Suppose a workshop has to decide whether a zinc selenide window will pass a red laser beam. A crystal absorbs light whose photons carry more energy than its band gap, and a red photon carries roughly 1.9 eV. The real gap of ZnSe is about 2.8 eV (a rough, recalled value for low temperature; at room temperature it is slightly smaller), so the window is clear to red light. Every gap in the table below lies under 1.9 eV, and a designer who took these numbers at face value would reject a window that works. PBE finds only about half of the real gap.

Zincblende ZnSe (F-43m) at volumes from 0.94 to 1.06 times 22.757 Å³/atom, computed with Ansatz 0.2.0 using all-electron LAPW and the PBE functional, scalar-relativistic and without spin polarisation. All runs use an 8×8×8 k mesh, Fermi–Dirac smearing of 0.03 eV and a basis error target of 1 meV/atom. The gaps are differences between Kohn–Sham levels.

```tsv
volume (Å³/atom)	shortest distance (Å)	band gap (eV)	smallest direct gap on path (eV)
21.391	2.404	1.544	1.544
21.846	2.421	1.457	1.457
22.302	2.438	1.372	1.372
22.529	2.446	1.331	1.331
22.757	2.454	1.290	1.290
22.984	2.462	1.251	1.251
23.212	2.470	1.212	1.212
23.667	2.486	1.136	1.136
24.122	2.502	1.062	1.062
```

The volume is given per atom, and the shortest distance is the Zn–Se bond length. The band gap separates the highest filled level from the lowest empty one. The last column is the smallest gap between levels of the same crystal momentum. The two gap columns agree in every row, so the gap is direct throughout.

**The compressed rows**

The top row has the shortest bonds and the widest gap, 1.544 eV. From there the gap falls with every increase in volume. The lowest empty state is built mainly from s orbitals of Zn and Se in antibonding combination, and the overlap of these orbitals pushes its energy up. Longer bonds mean less overlap, so this state sinks towards the filled ones. The same should hold for related crystals with tetrahedral bonds, as long as their lowest empty state is of this s type.

The orbital levels of the same calculations agree with this picture. Between the volumes 21.846 and 23.667 Å³ per atom, the distance from the bonding s-like level to its antibonding partner shrinks from 14.99 to 14.15 eV. Part of that distance is simply the difference between the two kinds of atom, but the change with volume follows the bond length. Measured against the deep 3s level of zinc, the lowest empty state sinks by 0.52 eV over this range and the valence top by only 0.20 eV, so the narrowing comes from the empty side. The trend that PBE gives therefore makes chemical sense, though agreement within one calculation is no test against nature.

That is why the failure is easy to overlook. The column is smooth, and the estimated basis error of the total energy is below a thousandth of an eV per atom. Such signs suggest that the equations of this approximation were solved well. Whether the approximation gives the right gap has to be judged against something outside the column.

**The middle row**

The row at 22.757 Å³ per atom is the place for that judgement, because its cell is close to the measured one (recalled). Here the gap is 1.290 eV, which leaves about 1.5 eV missing. The whole table, from the tightest cell to the widest, moves the gap by only 0.48 eV. The missing part is thus about three times what all these changes of volume can do, and a slightly wrong lattice is no explanation for it.

Effects left out of the calculation need a look before the functional is blamed. Spin–orbit coupling splits the top of the valence band by roughly 0.4 eV (recalled) and raises its upper part by a third of that. Including it would lower the calculated gap by about 0.13 eV. The vibrations of the atoms, present even at zero temperature, also reduce the gap of the real crystal. Both corrections make the disagreement worse, so the shortfall belongs to PBE and to the use of its orbital energies as a gap.

Theory places the main reason in what a gap is. It is the energy needed to take an electron out of the crystal, less the energy regained when one is added elsewhere. In Kohn–Sham theory the difference between the orbital levels is only one part of this:

$$E_\mathrm{gap} = E_\mathrm{orbital} + \Delta_\mathrm{xc}$$

The second term is a jump of the exchange–correlation potential, which occurs when the number of electrons passes through an integer. PBE computes the exchange–correlation energy smoothly from the density and its gradient, so in an extended crystal its potential makes no such jump and only the orbital part appears in the table. The equation is exact for the exact functional. The orbital part that PBE gives is itself approximate, and these runs cannot separate the two errors.

A hydrogen atom shows in the barest form how far an orbital gap can be from the true one. Removing its electron costs about 14 eV, and adding a second one returns about 0.8 eV, so its true gap is near 13 eV. If both spins share one potential, however, the same 1s level holds the first electron and offers room for the second, and the orbital gap is zero. The comparison shows only that a difference of levels and a difference of removal and addition energies can part ways. The zero comes from the shared potential of a half-filled shell. With one potential for each spin the two levels are expected to split, and total energies of the atom and its ions should restore most of the gap. No such rescue is expected for ZnSe: an added electron spreads over the whole crystal, and the energy differences of PBE then fall back onto the orbital gap.

A second symptom sits deeper in the spectrum. In the middle row the filled 3d levels of zinc at the zone centre (the point of zero crystal momentum) lie on average 6.4 eV below the valence top, whereas experiment puts them near 9 eV (recalled). That figure is the energy needed to remove an electron, so part of the difference again comes from setting an orbital level against a measured energy. In PBE an electron partly repels itself, and this false repulsion is strongest in a compact shell such as 3d. The shell therefore sits too high, too close to the selenium 4p states that form the valence top. Levels of matching symmetry push each other apart, so the valence top is driven up and the gap narrows further.

How much of the missing gap comes from this push can be estimated with two coupled levels. The push is $V^2/D$, where $V$ is the coupling and $D$ the separation. By symmetry, three of the five d levels at the zone centre feel it and two do not. The three lie 0.37 eV below the two, and I take that splitting as the size of the push. With the same coupling and the d shell at its measured depth, the push would shrink in proportion to $1/D$, and the gap would grow by

$$0.37\ \mathrm{eV}\times\left(1-\frac{6.39}{9}\right)\approx 0.1\ \mathrm{eV}.$$

This is good to an order of magnitude only. It ignores other causes of the splitting, and no calculation with a deeper d shell is at hand to test it. Even so, a tenth of an eV is small beside the missing 1.5 eV. The misplaced d shell is a useful warning sign that PBE treats this crystal imperfectly, but it is probably a minor cause of the narrow gap. Theory points to the missing jump as the larger one, though these data do not measure its size.

**The expanded rows**

Further down, a different failure of PBE adds to the first. The calculated pressure is still 2.1 GPa in the middle row, which means that PBE wants a larger cell than the crystal really has. It reaches zero only between the volumes 23.212 and 23.667, at about 23.56 Å³ per atom by interpolation. That is some 3.5% above the middle row. PBE binds the atoms of many semiconductors a little too weakly, and this is a typical result.

The swollen cell matters because of the trend explained above: longer bonds mean a smaller gap. At PBE's own zero-pressure volume the gap is 1.15 eV, about 0.14 eV less than in the middle row. A routine calculation that first relaxes the cell therefore ends up further from experiment than one that keeps the measured lattice. This part of the error can be removed by choosing the volume, while the larger part stays in every row.

The last row, with the longest bonds, has the smallest gap, 1.062 eV. Its distance from the measured 2.8 eV should not be read as the error of PBE at that volume, because a real crystal stretched this far would also have a smaller gap. The same caution applies in reverse to the compressed rows. Only the middle row compares like with like.

What the column can still supply is the change of the gap. Near zero calculated pressure the gap widens by 0.068 eV for each GPa of compression, and the measured rate is roughly 0.07 eV per GPa (recalled). That close match belongs to the swollen, softer cell. Around the middle row, the one that compares like with like, the calculated rate is nearer 0.06 eV per GPa, since the tighter crystal is stiffer and a given pressure changes its bonds less. From the top of the table to the bottom the rate runs from about 0.05 to 0.07 eV per GPa, so PBE gives its sign and rough size and not more.

For the window, this suggests a division of labour. The gap itself should come from measurement, or from a method that treats the adding and removing of electrons explicitly. The table can then show which way, and roughly how far, the absorption edge moves when the crystal is squeezed or stretched equally in all directions. Used like that, a calculation that would have rejected a working window still gives a sensible estimate of how pressure affects it.
